## Results and discussion

### What the labels suggest and what the calculation gives

Read at face value, the term labels of neon-like gold promise Landé's values: g = 1 for every singlet, 3/2 for every ³P, and hyperfine factors that change with the term. The relativistic CI results do not follow this. The level labelled 3p ¹P, J = 1, has g = 1.294, and 3d ³P°, J = 1, has 1.121. Three 3p levels with three different labels share nearly the same A/g_I, and B/Q takes both signs.

A few sizes organise the whole table. The magnetic scale is C·Z*³ ≈ 8×10⁷ MHz, with the constant C and the screened charge Z* given below. The one-particle dipole constants, which enter A/g_I with angular weights, are about 9×10⁶ MHz in 3s, 3×10⁶ in 3p1/2, 1×10⁶ in 2p3/2, 3×10⁵ in 3p3/2, and 2×10⁵ or less in 3d. The quadrupole scale is that of the 2p3/2 hole, 2×10⁶ MHz/barn. Relativity lowers the one-particle g by 0.02 to 0.04 and doubles the dipole constant of the j = 1/2 electrons.

Levels of Au69+ (closed core 1s2) computed with radial Dirac CI 1: relativistic CI with zero-frequency Breit and model QED terms, on Dirac orbitals in exchange-only KLI potentials optimised for each configuration. The nucleus has an rms charge radius of 5.437 fm. Hyperfine factors are for point nuclear moments without core polarisation, with g_I = μ/(I μ_N).

| level configuration | level term | J | Landé g | A/g_I (MHz) | B/Q (MHz/barn) | weight of the leading LS term (%) |
| --- | --- | --- | --- | --- | --- | --- |
| 2s2 2p5 3s | 3Po | 2 | 1.465 | 2926000 | -2016000 | 100 |
| 2s2 2p5 3s | 1Po | 1 | 1.123 | -911400 | -994900 | 66 |
| 2s2 2p5 3p | 3P | 1 | 1.471 | 526500 | -999500 | n/a |
| 2s2 2p5 3p | 3D | 2 | 1.130 | 1482000 | -2012000 | n/a |
| 2s2 2p5 3p | 3D | 3 | 1.305 | 648100 | -1417000 | 100 |
| 2s2 2p5 3p | 1P | 1 | 1.294 | 653700 | 552300 | 56 |
| 2s2 2p5 3p | 3P | 2 | 1.305 | 648200 | -1530 | 67 |
| 2s2 2p5 3d | 3Po | 1 | 1.121 | 557000 | 736700 | 64 |
| 2s2 2p5 3d | 3Fo | 3 | 1.039 | 583000 | -1913000 | n/a |
| 2s2 2p5 3d | 3Do | 2 | 1.047 | 582900 | -14910 | 54 |
| 2s2 2p5 3d | 3Fo | 4 | 1.225 | 416700 | -1892000 | 100 |
| 2s2 2p5 3d | 1Do | 2 | 1.186 | 139700 | 1466000 | 48 |

J is the total electronic angular momentum and g the Landé factor, so that a weak field B₀ shifts a sublevel M by g μ_B B₀ M. A is the magnetic dipole hyperfine constant, divided here by the nuclear g factor g_I = μ/(I μ_N). B is the electric quadrupole constant, divided by the nuclear quadrupole moment Q. The last column is the share of the LS term that lends the level its name; for the three entries marked n/a the level list of the same run gives 50, 50 and 54%.

### Why the coupling is jj

The same calculation gives a 2p spin-orbit parameter of 1.01×10⁷ cm⁻¹ and a 2p–3s exchange integral of 1.63×10⁵ cm⁻¹, a ratio of about 60. The hole therefore fixes its own j first. An outer 3p or 3d electron does the same, though less strictly, and the electrostatic interaction mainly orders the values of J. The computed jj weight is 100% in eleven rows and 98% in 3d ³P° 1. Each row is a hole in 2p3/2 (j₁ = 3/2) plus one outer electron, which the energy groups identify: 3s (first two rows), 3p1/2 (³P 1, ³D 2), 3p3/2 (³D 3, ¹P 1, ³P 2), 3d3/2 (³P° 1, ³F° 3, ³D° 2) and 3d5/2 (³F° 4, ¹D° 2). The LS weights are then largely recoupling fractions. A pure (3/2, 1/2) J = 1 state is two-thirds ¹P and one-third ³P, and the table gives 66% for 3s ¹P° 1.

The situation resembles the hyperfine levels of an alkali atom in a weak field, where I and J keep their lengths, precess about F, and contribute their moments in proportion to their projections on F. Here j₁ and j₂ take the places of I and J. The analogy holds for g and A as long as both lengths are sharp. It does not cover B, which is a second-rank quantity, and it ends where the electrostatic interaction mixes two values of j₂.

### The rule

**Angular step.** For g and A the projection theorem gives

x(J) = w·x(hole) + (1 − w)·x(outer), w = [J(J+1) + j₁(j₁+1) − j₂(j₂+1)] / [2J(J+1)],

with x the one-particle g or dipole constant a. Removing an electron with projection m from a closed shell leaves −m together with the opposite moment, so a hole keeps the g and a of the electron. The field gradient is even in m, so the hole reverses the quadrupole constant b:

B/Q = −c₁·b(2p3/2) + c₂·b(outer).

Each c is the average of [3m² − j(j+1)]/[j(2j−1)] over the state M = J, weighted by squared Clebsch–Gordan coefficients. For j = 3/2 the bracket is +1 for |m| = 3/2 and −1 for |m| = 1/2. An electron with j = 1/2 has no field gradient.

**Radial step.** Every orbital is taken as a Dirac hydrogenic orbital about a point charge Z* = Z − σ. With κ = −1, +1, −2, +2, −3 for s, p1/2, p3/2, d3/2, d5/2, and n_r = n − |κ|,

γ = √(κ² − (Z*α)²), N = √((n_r + γ)² + (Z*α)²), ε = (n_r + γ)/N,

g = κ(κε − ½) / [j(j+1)],

a = C Z*³ κ(2κε − 1) / [N³ γ(4γ² − 1) j(j+1)], C = α⁴(m_e/m_p) m_e c²/h = 190.8 MHz,

b = 234.96 MHz/barn × (2j − 1)/(2j + 2) × ⟨r⁻³⟩, ⟨r⁻³⟩ = 2Z*³(3κ²ε² − 3κε − γ² + 1) / [N³ γ(γ² − 1)(4γ² − 1)] in bohr⁻³.

The single parameter σ was found by minimising the root-mean-square relative error of A/g_I over all twelve rows: σ = 4.17, Z* = 74.83. Neither g nor B entered this fit. The one-particle values at this charge (a in 10³ MHz, b in 10³ MHz/barn) are:

- 2p3/2: g 1.2928, a 973, b 1944
- 3s: g 1.9760, a 8648
- 3p1/2: g 0.6426, a 2813
- 3p3/2: g 1.3152, a 301, b 617
- 3d3/2: g 0.7819, a 179, b 125
- 3d5/2: g 1.1828, a 70, b 148

The formulas carry two pieces of physics. Since ε is the energy in units of mc², 1 − ε ≈ (Z*α)²/2n², and g falls below its non-relativistic value by κ²(1 − ε)/[j(j+1)]. This is the reduction of the magnetic moment of a fast bound electron, and it is largest for the n = 2 hole among the orbitals here. The factor γ(4γ² − 1) in a shrinks quickly for |κ| = 1, because s and p1/2 functions pile up at the nucleus. The ratio of Dirac to non-relativistic a is 2.19 for 3s and 2.14 for 3p1/2, but only 1.04 to 1.14 for the other orbitals.

### Two rows worked

Both rows took part in the fit of σ through their A; their g and B did not enter it.

For 3s ³P° 2, Z*α = 74.83/137.036 = 0.5461, its square is 0.2982, Z*³ = 4.190×10⁵ and C Z*³ = 7.995×10⁷ MHz. The hole has κ = −2 and n_r = 0, so γ = √3.7018 = 1.9240, N = 2 and ε = 0.9620. Then g = 2 × 2.424/3.75 = 1.2928 and a = 7.995×10⁷ × 9.696/(8 × 1.924 × 13.807 × 3.75) = 9.73×10⁵ MHz. For n_r = 0 the radial moment simplifies to 2Z*³/[N³γ(γ − 1)(2γ − 1)] = 8.380×10⁵/40.5 = 2.069×10⁴, and b = 0.4 × 234.96 × 2.069×10⁴ = 1.944×10⁶ MHz/barn.

The 3s electron has κ = −1 and n_r = 2, so γ = √0.7018 = 0.8377, N = √(2.8377² + 0.2982) = 2.890 and ε = 0.9820. Then g = 1.482/0.75 = 1.976 and a = 7.995×10⁷ × 2.964/(24.13 × 0.8377 × 1.807 × 0.75) = 8.65×10⁶ MHz. At J = 2, w = (6 + 3.75 − 0.75)/12 = 3/4, and c₁ = 1 because the state is stretched. The results are g = 0.970 + 0.494 = 1.464 (table 1.465), A/g_I = 0.730×10⁶ + 2.162×10⁶ = 2.89×10⁶ MHz (table 2.926×10⁶, so 1.2% low) and B/Q = −1.944×10⁶ MHz/barn (table −2.016×10⁶, 3.6% too small in magnitude). With J = 1 the weights become 5/4 and −1/4, the large 3s constant enters with a minus sign, and A turns negative, as in the second row of the table.

For 3p ¹P 1 both particles have j = 3/2, so w = 1/2 whatever J is. This gives g = (1.2928 + 1.3152)/2 = 1.304 against 1.294, where the label would give 1, and A/g_I = (973 + 301)/2 = 637×10³ MHz against 653.7×10³, 2.6% low. In the state J = M = 1 the hole has m = 3/2, 1/2, −1/2 with probabilities 0.3, 0.4, 0.3, so c₁ = 0.3 − 0.7 = −0.4, and c₂ is the same. Hence B/Q = 0.4 × (1944 − 617) = +531×10³ MHz/barn against 552.3×10³, 3.9% low. The positive sign is angular: the hole sits mostly in |m| = 1/2. At J = 2 the values m = 3/2 and 1/2 are equally likely and c vanishes. The entries −1530 (³P 2) and −14910 (³D° 2) are below 1% of the hole's b. They are what admixtures leave over, and their sizes should not be relied on.

### Accuracy over the table

For g the rms error is 0.168 with LS Landé factors, 0.034 with non-relativistic jj coupling and 0.025 with the rule, or 0.007 without 3d ³P° 1. The rule is closer than the LS value in every row, and seven rows agree within 0.002. These include the three stretched levels with 100% LS weight. They admit only one coupling, so their drop from 1.500, 1.333 and 1.250 to 1.465, 1.305 and 1.225 cannot come from term mixing, and the Dirac formula reproduces it. The formula omits the anomalous moment of the electron, worth about 0.001 here, and the table is rounded to 0.0005, so the last digit should not be interpreted.

For A/g_I the rms error relative to the table is 2.6%, with the right sign everywhere and a worst case of 4.1% (3d ¹D° 2); non-relativistic formulas at the same charge miss by 40%. For B/Q the rms error is 2.9% of the hole's b and the worst 4.9% (3d ³F° 4). Measured against the level's own B the error can be larger, 6% for 3p ³D 3, where hole and electron partly cancel; for the two J = 2 rows in which the rule gives zero, a relative error has no use. Two higher levels of the 3d5/2 group from the same calculation, not used in the fit, give an independent check: A is within 2.1% for ¹P° 1 and 1.4% for ³D° 3, and B for ³D° 3 is 567×10³ against 571×10³ MHz/barn. The level ¹P° 1 does less well than its A suggests: B is −153×10³ against −139×10³ MHz/barn, about 10% too large in magnitude, g is off by 0.079, and in A a radial error and the mixing described below partly offset each other.

To separate angular from radial error, six one-particle constants a were fitted freely by linear least squares in relative error to eleven rows, the 98% row being left out as mixed. The rms residual drops to 0.24%, so most of the 2.6% is radial. The charges that reproduce the free constants are 75.6 for the hole, 74.9 for 3s, 75.4 for 3p1/2, 74.3 for 3p3/2, 72.3 for 3d3/2 and 71.5 for 3d5/2. The 3d5/2 value is the least secure, because it is set largely by ¹D° 2, itself slightly mixed; the ³F° 4 and ³D° 3 levels alone give a = 63×10³ MHz instead of 61×10³, and a charge close to that of 3d3/2. One σ suffices largely because the 3d constants, overestimated by more than 10%, carry little of A. The error surfaces in ¹D° 2, where w = 1/12 removes most of the hole's share, though part of the miss in that row is not radial. The hole is slightly overscreened, and the rule's |B| is too small in every row. The calculation's own 2p moment, ⟨r⁻³⟩ = 21531 bohr⁻³, gives b = 2024×10³ MHz/barn, close to the 2016×10³ of the first row, which points to the same radial origin.

Slater's screening rules, with no fit, give charges 75.2 (hole), 71.05 (3s, 3p) and 70 (3d). They match the rule for g, which hardly depends on σ, and they are better for B (1.4% against 2.9%), which is dominated by the hole. For A they are slightly better in two 3d rows but have an rms error of 18%, reaching 51% in 3s ¹P° 1, where two terms of opposite sign magnify the error. The standard reason is penetration: Slater's constants describe the bulk of an orbital, whereas the hyperfine field of s and p electrons is built up inside the n = 2 shell. The fall of the free charges towards 3d agrees with this. The finite nuclear charge radius, which the calculation includes and the formulas do not, lowers a most for s electrons, several times less for p1/2 and negligibly for the rest; this may be why 3s lies below 3p1/2 in the list of free charges, but the size of the effect was not calculated here. The fitted σ absorbs both effects and is not a count of screening electrons.

### Where the rule ends

The largest failure is 3d ³P° 1: g is 0.084 above the rule, and the free constants overshoot its A by 4.7%. A 2% admixture is an amplitude of √0.02 = 0.14, and the magnetic operators connect 3d3/2 with 3d5/2, so the shift is linear in the amplitude and not in the weight. If two levels mix only with each other, the sum of their g values is conserved, and so is the sum of their A values. The partner 3d5/2 ¹P° 1 departs by −0.079 in g, and the departures in A are −26×10³ and +28×10³ MHz. The near cancellation indicates that this pair accounts for most of the effect. The J = 2 pair shows it weakly (+0.010, −0.006), and the two 3p J = 1 rows depart in opposite senses as well (+0.016, −0.010). The 3d levels are more exposed because their fine structure is small: the stretched levels of the two 3d groups lie at 10360.7 and 10474.5 eV, 114 eV apart, and those of the two 3p groups at 9660.6 and 10176.6 eV, 516 eV apart. Odd J = 1 levels also feel the strong dipole exchange that acts in ¹P. A jj weight printed as 100% is thus no guarantee when a level of the same J and parity lies in the neighbouring group: in this table it goes with errors in g of up to 0.016, and an admixture of 0.5%, half the amplitude of the 98% case, would shift a J = 1 level by about 0.04.

The mechanism indicates what neighbouring cases should do. Spin-orbit splittings grow roughly as Z⁴ and electrostatic integrals as Z, so lighter neon-like ions mix more strongly and move away from the pure jj values, same-J pairs in nd first. A higher outer shell has an a smaller by roughly (3/n)³, so A tends to w times the hole's constant and B to −c₁ times its b. A 2p1/2 hole has no field gradient and a much larger a: the 3s J = 1 level built on it has A/g_I = 9.44×10⁶ MHz and |B/Q| of only 1.4×10⁴ MHz/barn in the same calculation. The value σ = 4.17 was obtained for one ion and the 2p3/2 hole only. Applied to the levels on the 2p1/2 hole in the same calculation, it still gives g closely but misses A by several times the error found here, mostly on the low side; other ions were not tested.

All errors above are relative to the calculation, not to nature. Its orbitals are exchange-only, overlaps between the orbital sets of different configurations are neglected, its configuration list is truncated, and A contains neither core polarisation nor the spread of magnetisation over the nucleus. The spread of magnetisation acts through the density at the nucleus and bears most on the four 3s and 3p1/2 rows, while core polarisation can touch every row. Neither was estimated here.
